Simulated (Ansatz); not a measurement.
# LaRe: formation energy and pressure against volume per atom

Plane-wave density functional theory, PAW datasets, Gaussian smearing 0.05 eV: one cell in which all forces lie under 0.002 eV/angstrom; stress (xx yy zz yz xz xy) and pressure positive in compression; site moments are of spin alone; formation energy from the elements run alike, uncorrected. The results are calculated, by Ansatz 0.2.0.

Cell of the first row (space group Pm-3m, No. 221):
```
LaRe
1.0
      3.4739     0.0000     0.0000
      0.0000     3.4739     0.0000
      0.0000     0.0000     3.4739
La Re
1 1
Direct
  0.00000 0.00000 0.00000
  0.50000 0.50000 0.50000
```

Settings of every row: paw set soft_2; functional PBEsol; spin treatment none; moment partition spheres; spin axis none; wave cutoff 420 eV; k mesh 8x8x8; SCF start atoms; lower state search light; symmetry use detected.

Atom first moment, atom hubbard u: 0 on all atoms.

Limits: formation energy without spin-orbit coupling on heavy elements; the cell comes from a prototype or a list of computed structures and needn't be the stable phase.

```
row  volume per atom (Å³)  formation energy (eV per atom)  pressure (GPa)  energy above relaxed cell (meV per atom)
  1                20.961                          0.8898            4.47                                      11.1
  2                21.397                          0.8812            2.04                                      2.43
  3                21.834                          0.8787           -0.14                                         0
  4                22.271                          0.8819           -2.08                                      3.18
  5                22.708                               ?               ?                                         ?
  6                22.876                          0.8943           -4.43                                     15.57
  7                24.353                          0.9575           -9.10                                     78.83
```

Question: what formation energy and pressure should row 5 give?

Worked fit of formation energy. Take u = (V_r/V)^(2/3) − 1 with V_r = 22.053 Å³ an atom, which is twice the finite (Eulerian) strain; such expansions in the strain, on which the Birch-Murnaghan equation of state is built, carry the rest volume and the bulk modulus. The shown rows have u = 0.03444, 0.02034, 0.00668, -0.00654, -0.02413, -0.064. Least squares give formation energy = 0.87966 − 0.235 × u + 15.335 × u² eV per atom; a straight line predicts inner rows, each left out in turn, worse (root mean square 0.016 against 7.3e-05 eV per atom). The rows lie off it by 0.0000, 0.0000, -0.0001, 0.0000, 0.0000, 0.0000. The withheld row has u = -0.01932, so the fit gives 0.87966 − 0.235 × (-0.01932) + 15.335 × (-0.01932)² = 0.8899 eV per atom.

The calculation gave 0.89 eV per atom. The fit lies 0.0001 eV per atom (0.13 % of the column's range) below it, one unit of the last digit.

Worked fit of pressure. Take u = (V_r/V)^(2/3) − 1 with V_r = 22.053 Å³ an atom, which is twice the finite (Eulerian) strain; such expansions in the strain, on which the Birch-Murnaghan equation of state is built, carry the rest volume and the bulk modulus. The shown rows have u = 0.03444, 0.02034, 0.00668, -0.00654, -0.02413, -0.064. Least squares give pressure = −1.135 + 146.35 × u + 430.7 × u² + 1385 × u³ GPa; a parabola predicts inner rows, each left out in turn, worse (root mean square 0.051 against 0.016 GPa). The rows lie off it by 0.00, 0.01, 0.00, -0.01, 0.01, 0.00. The pressure vanishes at u = 0.0076, or V = 21.8 Å³ an atom, and there the bulk modulus at fixed shape and fractions is B = −V dP/dV = (2/3)(1 + u) dP/du = 103 GPa. The withheld row has u = -0.01932, so the fit gives −1.135 + 146.35 × (-0.01932) + 430.7 × (-0.01932)² + 1385 × (-0.01932)³ = -3.81 GPa.

The calculation gave -3.81 GPa. The fit meets it to the printed digit.

The other values of row 5: energy above relaxed cell 11.27 meV per atom.
